## The estimate by hand

**Lecturer.** Take H$_2$ with one normalised s Gaussian on each proton, $\chi=(2a/\pi)^{3/4}e^{-ar^2}$, with $a=0.42$ bohr$^{-2}$ and $R=1.4$ bohr, in atomic units. The typical one-Gaussian fit to a Slater 1s function has exponent about $0.271\zeta^2$, and the typical $\zeta=1.24$ gives 0.417, which we round to 0.42. The functions ride on the nuclei, so their overlap $S$ changes as the bond stretches. How fast? No integrals yet.

**Student.** Without integrals I can say that it falls from 1 to 0, and nothing more.

**Lecturer.** You can say more. One function is the other shifted by $R$ along $x$. A shift multiplies each plane-wave component by a phase $e^{-ip_xR}$, and the momentum distribution is even, so $S=\langle\cos p_xR\rangle$. For small phases $S\approx1-\tfrac12\langle p_x^2\rangle R^2$ and $dS/dR\approx-\langle p_x^2\rangle R$. What is $\langle p_x^2\rangle$?

**Student.** The density goes as $e^{-2ax^2}$, so $\sigma_x^2=1/4a$. With $a\approx0.4$ that is $\sigma_x\approx0.8$ bohr. A Gaussian has minimum uncertainty, $\sigma_p=1/2\sigma_x$, so $\langle p_x^2\rangle=a\approx0.4$. With $R^2\approx2$ I get $S\approx0.6$, and $dS/dR\approx-0.4\times1.4=-0.56$ bohr$^{-1}$. But why should I care about an overlap? It isn't an energy.

**Lecturer.** It sets the normalisation. The occupied orbital is $c(\chi_A+\chi_B)$ with $c^2=1/[2(1+S)]$. If $S$ falls at fixed integrals of the Hamiltonian, $c^2$ grows by the fraction $-dS/(1+S)$. Two electrons sit in the orbital, each at orbital energy $\varepsilon$, so expect a contribution $-2\varepsilon\,(dS/dR)/(1+S)$ to $dE/dR$. We shall derive that properly. Guess $\varepsilon$.

**Student.** The hydrogen atom has $-0.5$ hartree. A second proton pulls it down and a second electron pushes it up, so I keep $-0.5$. Then the term is $-2(-0.5)(-0.56)/1.6=-0.35$ hartree/bohr. That is big. I also distrust the small-phase step.

**Lecturer.** Keep the distrust, and keep both numbers.

## The careful calculation

**Lecturer.** A Cartesian Gaussian factorises into $x$, $y$ and $z$ parts, so one direction suffices. Define the unnormalised factor
$$G_i(x;a,A_x)=(x-A_x)^i\,e^{-a(x-A_x)^2}.$$
Differentiate with respect to the centre $A_x$ at fixed electron coordinate $x$. The polynomial gives $-i(x-A_x)^{i-1}$ and the exponential gives the factor $+2a(x-A_x)$, so
$$\frac{\partial G_i}{\partial A_x}=2a\,G_{i+1}-i\,G_{i-1}.$$

**Student.** I would have written the opposite signs. The derivative of $e^{-ax^2}$ is $-2ax\,e^{-ax^2}$.

**Lecturer.** That is $\partial/\partial x$. The function depends on $x-A_x$ alone, so $\partial/\partial A_x=-\partial/\partial x$. Move the centre to the right and the function grows at points to the right of it, where $x-A_x>0$. Now let $S_{ij}=\int G_i(x;a,A_x)\,G_j(x;b,B_x)\,dx$. The limits do not depend on $A_x$ and the integrand decays like a Gaussian, so we may differentiate under the integral, and only the first factor responds:
$$\frac{\partial S_{ij}}{\partial A_x}=2a\,S_{i+1,j}-i\,S_{i-1,j}.$$
The derivative of an integral is a combination of ordinary integrals with the angular momentum on $A$ raised and lowered by one. The $y$ and $z$ factors are constants under $\partial/\partial A_x$.

**Student.** Our functions are normalised and yours aren't.

**Lecturer.** The normalisation constant depends on $a$ and $i$, not on $A_x$, so it multiplies both sides. The trap is that the raised and lowered functions carry the constant of the parent function, not their own. For an s function, the normalised p$_x$ partner is $\chi_p=2\sqrt a\,(x-A_x)\chi_s$, so $\partial\chi_s/\partial A_x=2a(x-A_x)\chi_s=\sqrt a\,\chi_p$. In normalised functions the coefficient is $\sqrt a$, not $2a$. A second trap: in a contracted function each primitive brings its own $2a_k$ inside the sum.

**Student.** And if both functions sit on the same atom?

**Lecturer.** Then both move. $S_{ij}$ depends only on $X_{AB}=A_x-B_x$, so $\partial S_{ij}/\partial A_x+\partial S_{ij}/\partial B_x=0$, and a one-centre overlap has zero nuclear derivative. Now evaluate the s–s case. With $p=a+b$, $\mu=ab/p$ and $P_x=(aA_x+bB_x)/p$, completing the square gives
$$a(x-A_x)^2+b(x-B_x)^2=p(x-P_x)^2+\mu X_{AB}^2,$$
so $S_{00}=\sqrt{\pi/p}\;e^{-\mu X_{AB}^2}$. For $S_{10}$ write $x-A_x=(x-P_x)+X_{PA}$ with $X_{PA}=P_x-A_x=-(b/p)X_{AB}$. The odd part integrates to zero, so $S_{10}=X_{PA}S_{00}$ and
$$\frac{\partial S_{00}}{\partial A_x}=2a\,S_{10}=-\frac{2ab}{a+b}X_{AB}\,S_{00}=-2\mu\,(A_x-B_x)\,S_{00}.$$

**Student.** Which I get in one line by differentiating $e^{-\mu X_{AB}^2}$. The raising rule looks like ceremony.

**Lecturer.** For two s functions it is a check, and it passes. Its worth is that it acts on the function, not on the integral, so it gives the basis-function part of the derivative of any integral, whatever operator stands between the functions. Put in numbers. Take $A_x=+0.7$, $B_x=-0.7$, so that $\partial/\partial A_x$ at fixed $B_x$ is $d/dR$.

**Student.** Equal exponents: $p=0.84$, $\mu=0.21$. The three factors $\sqrt{\pi/2a}$ cancel against $(2a/\pi)^{3/2}$, so $S=e^{-\mu R^2}=e^{-0.4116}=0.6626$. With the s normalisation carried along, $S_{10}=-0.7S=-0.4638$, and
$$\frac{dS}{dR}=0.84\times(-0.4638)=-0.3896\ \text{bohr}^{-1}.$$
In your normalised form, $\sqrt a=0.648$ and $\langle p_A|s_B\rangle=-0.601$. But the lowering term never did anything.

**Lecturer.** It vanishes for $i=0$. Try $i=1$. You need $S_{20}$, and $\langle(x-P_x)^2\rangle=1/2p$ under the weight $e^{-p(x-P_x)^2}$.

**Student.** $S_{20}=(X_{PA}^2+1/2p)S=(0.49+0.5952)S=0.7191$. Then $\partial S_{10}/\partial A_x=2aS_{20}-S=0.6040-0.6626=-0.0586$. Directly, $S_{10}=-\tfrac12RS$ has derivative $-\tfrac12(1-2\mu R^2)S$, which is again $-0.0586$. Without the lowering term I would have the wrong sign and ten times the size.

**Lecturer.** Multiply by $2a$ and you have $d^2S/dR^2=-0.0492$ bohr$^{-2}$, which we need later. Now the energy. The kinetic integral comes from the same idea: $\nabla^2$ on the electron coordinate equals $\nabla_A^2$ on the centre, so
$$T_{AB}=-\tfrac12\nabla_A^2e^{-\mu R^2}=\mu(3-2\mu R^2)S=0.3029,$$
and $R=0$ gives $T_{AA}=3a/2=0.63$ hartree. By the product rule above, $\chi_A^2$ and $\chi_B^2$ are unit Gaussian charge clouds of exponent $p$ on the nuclei, and $\chi_A\chi_B$ is $S$ times such a cloud at the midpoint. A unit cloud of exponent $k$ has the potential $f_k(d)=\operatorname{erf}(\sqrt k\,d)/d$ at distance $d$, with $f_k(0)=2\sqrt{k/\pi}$. Two clouds of exponent $p$ repel as a point charge and a cloud of exponent $p/2=a$, because their variances add. The orbital density is $c^2(\chi_A^2+\chi_B^2+2\chi_A\chi_B)$, so the closed-shell Hartree–Fock energy is
$$E=\frac{2N_1}{1+S}+\frac{N_2}{(1+S)^2}+\frac1R,$$
$$N_1=T_{AA}+T_{AB}-f_p(0)-f_p(R)-2S f_p(R/2),$$
$$N_2=\tfrac12\left[(1+2S^2)f_a(0)+f_a(R)+4Sf_a(R/2)\right].$$
At $d=0$, $R/2$, $R$ the values of $f_p$ are 1.0342, 0.9082, 0.6646 and those of $f_a$ are 0.7313, 0.6841, 0.5718. Per orbital, the kinetic energy is $T=0.5611$, the nuclear attraction is $V=-1.7457$, and the repulsion is $J=N_2/(1+S)^2=0.6798$, so $\varepsilon=T+V+J=-0.5048$ hartree.

**Student.** Symmetry fixes the orbital. There is nothing to vary, so why would a self-consistent-field quantity like $\varepsilon$ turn up in the gradient?

**Lecturer.** Symmetry fixes the ratio of the coefficients. Their size follows $S$. Differentiate the denominators only, with primes for $d/dR$:
$$-\frac{2N_1S'}{(1+S)^2}-\frac{2N_2S'}{(1+S)^3}=-\frac{2(T+V+J)\,S'}{1+S}=-\frac{2\varepsilon S'}{1+S}.$$
The repulsion is quartic in $c$, so it enters twice, and $2\varepsilon$ appears in place of the electronic energy $2T+2V+J$. This is the general term $-\sum_{\kappa\lambda}W_{\kappa\lambda}S'_{\kappa\lambda}$ of the closed-shell gradient, with the energy-weighted density $W_{\kappa\lambda}=2\sum_m\varepsilon_mc_{\kappa m}c_{\lambda m}$ over occupied orbitals $m$. Here $W_{AB}=W_{BA}=\varepsilon/(1+S)$ and $S'_{AA}=0$. Such terms, which go beyond the Hellmann–Feynman force, were treated by Pulay in 1969.

**Student.** There are factors of $S$ in $N_1$ and $N_2$ too.

**Lecturer.** Those are the prefactor $e^{-\mu R^2}$ of the product $\chi_A\chi_B$ inside other integrals, and they belong to the derivatives of those integrals. With $df_k/dd=[f_k(0)e^{-kd^2}-f_k(d)]/d$ and a factor $\tfrac12$ for the midpoint distances, the four pieces are these.

| piece of $dE/dR$ | hartree/bohr |
|---|---|
| one-electron integrals, $2N_1'/(1+S)$ | $+1.0939$ |
| two-electron integrals, $N_2'/(1+S)^2$ | $-0.3922$ |
| overlap, $-2\varepsilon S'/(1+S)$ | $-0.2366$ |
| nuclear repulsion, $-1/R^2$ | $-0.5102$ |
| total | $-0.0451$ |

The overlap term is five times the total. Leave it out and the gradient is $+0.191$, with the wrong sign.

## Why the two differ

**Student.** So I guessed $-0.56$ against $-0.3896$, too large by 44 per cent. Is it the rounding?

**Lecturer.** The rounding helped you. For equal exponents $2\mu=a$, and the exact slope is $-aR\,S$. Your estimate was $-aR$ with $a$ rounded down. The ratio 1.437 is the product of $0.40/0.42=0.952$ and $1/S=1.509$. Unrounded, you would have had $-0.588$, too large by 51 per cent. The whole physical discrepancy is the missing factor $S$.

**Student.** That restates the formula. What did the argument about phases get wrong?

**Lecturer.** Exactly, $dS/dR=-\langle p_x\sin p_xR\rangle$, and you replaced the sine by its argument. The typical phase is $\sqrt a\,R=0.907$ rad, which is not small, and the case is worse than that. Write the slope as $-R\langle p_x^2\,(\sin\theta)/\theta\rangle$ with $\theta=p_xR$. The weight $p_x^2$ favours the fast components. For a Gaussian distribution $\langle p_x^4\rangle=3a^2$, so the root-mean-square phase under that weight is $\sqrt{3a}\,R=1.57$ rad. There $(\sin\theta)/\theta=0.64$. One phase is a crude stand-in for the average, which is exactly $S$, but it shows the size. The components that carry the slope have already turned a quarter cycle, where the sine has stopped growing.

**Student.** Then explain this. My $S\approx0.6$ was decent. Unrounded it is $1-0.4116=0.5884$, only 11 per cent low. The same expansion, to the same order, spoils the slope by 51 per cent.

**Lecturer.** Let $u=\mu R^2=0.4116$. In $S=1-u+u^2/2-\dots$ you kept two terms, and the first neglected one is $u^2/2=0.085$ beside a leading 1 that costs nothing. That 1 has no slope. What the expansion really predicts is the loss $1-S$, and there you have 0.4116 against 0.3374, too large by 22 per cent. Differentiate, and the $R^4$ term brings down a 4 where the $R^2$ term brings down a 2, so the relative size of the first correction doubles from $u/2$ to $u$:
$$\frac{dS}{dR}=-aR\left(1-u+\frac{u^2}{2}-\frac{u^3}{6}+\dots\right)=-0.5880+0.2420-0.0498+0.0068-\dots$$
The partial sums are $-0.5880$, $-0.3460$, $-0.3958$, $-0.3890$, closing in on $-0.3896$ from alternate sides. The first neglected term, $R^3\langle p_x^4\rangle/6$ from the cubic term of the sine, is 41 per cent of the one you kept.

**Student.** So the parabola assumes the curvature of $S$ stays at its value for $R=0$.

**Lecturer.** Yes, at $-a=-0.42$, whereas $d^2S/dR^2=-a(1-aR^2)S$ has shrunk to the $-0.0492$ that your lowering term gave. The inflection point lies at $R=1/\sqrt a=1.543$ bohr, where the slope reaches its greatest size, $\sqrt a\,e^{-1/2}=0.393$ bohr$^{-1}$. At 1.4 bohr we are at 99 per cent of that. No bond length gives 0.56 with this exponent.

**Student.** Could I have caught that without the closed formula?

**Lecturer.** With the normalised form of the centre derivative and a value of $S$. The slope is $\sqrt a\,\langle p_A|s_B\rangle$. Split $s_B$ into $S\,s_A$ and a remainder of norm $\sqrt{1-S^2}$. The p function is orthogonal to $s_A$, so it sees only the remainder, and the Cauchy–Schwarz inequality gives $|dS/dR|\le\sqrt{a(1-S^2)}=0.485$ bohr$^{-1}$. With your own rounded $a=0.4$ and $S=0.6$ the bound is 0.51, and 0.56 already breaks it.

**Student.** And the energy term? I had $-0.35$ against $-0.2366$, a ratio of 1.48.

**Lecturer.** Three factors: 1.437 from the slope, $1.6626/1.6=1.039$ from the denominator and $0.5/0.5048=0.991$ from $\varepsilon$. The last is so near 1 by an accident of the basis. A lone hydrogen atom described by this Gaussian has the energy $T_{AA}-f_p(0)=-0.404$ hartree, which is 0.096 above the exact $-0.5$ you started from. The second proton takes the one-electron energy to $T+V=-1.185$, a shift of $-0.780$, and the second electron adds $J=+0.680$, so your two shifts leave a net $-0.101$. Applied to $-0.5$, that net shift would give $-0.60$ and a factor of 0.83. It is the 0.096, which you left out, that offsets it. Nothing in the argument forced that. The estimate has the sign and the order of magnitude of the term, but it is off by 0.113 hartree/bohr, which is 2.5 times the total gradient. Near a minimum the gradient is a small difference of large pieces, and each piece must be exact for the energy expression in use.

**Student.** How much of this is hydrogen, and how much is one Gaussian?

**Lecturer.** All these numbers are the model's. Two Slater 1s functions with $\rho=\zeta R=1.736$ have $S=e^{-\rho}(1+\rho+\rho^2/3)=0.6592$ and $dS/dR=-\zeta\rho(1+\rho)e^{-\rho}/3=-0.3460$ bohr$^{-1}$. The closeness of the overlaps tests nothing, since the Gaussian exponent comes from a fit to that function, but the Gaussian slope is steeper by 13 per cent. As for the total, 1.4 bohr is the typical equilibrium distance of real H$_2$, where the force is about zero, while the model still pushes the protons apart with 0.0451 hartree/bohr. The same four pieces at 1.5 bohr sum to $+0.0123$ hartree/bohr, so the model's minimum lies between 1.4 and 1.5 bohr, and its bond is too long by less than 0.1 bohr, or 7 per cent.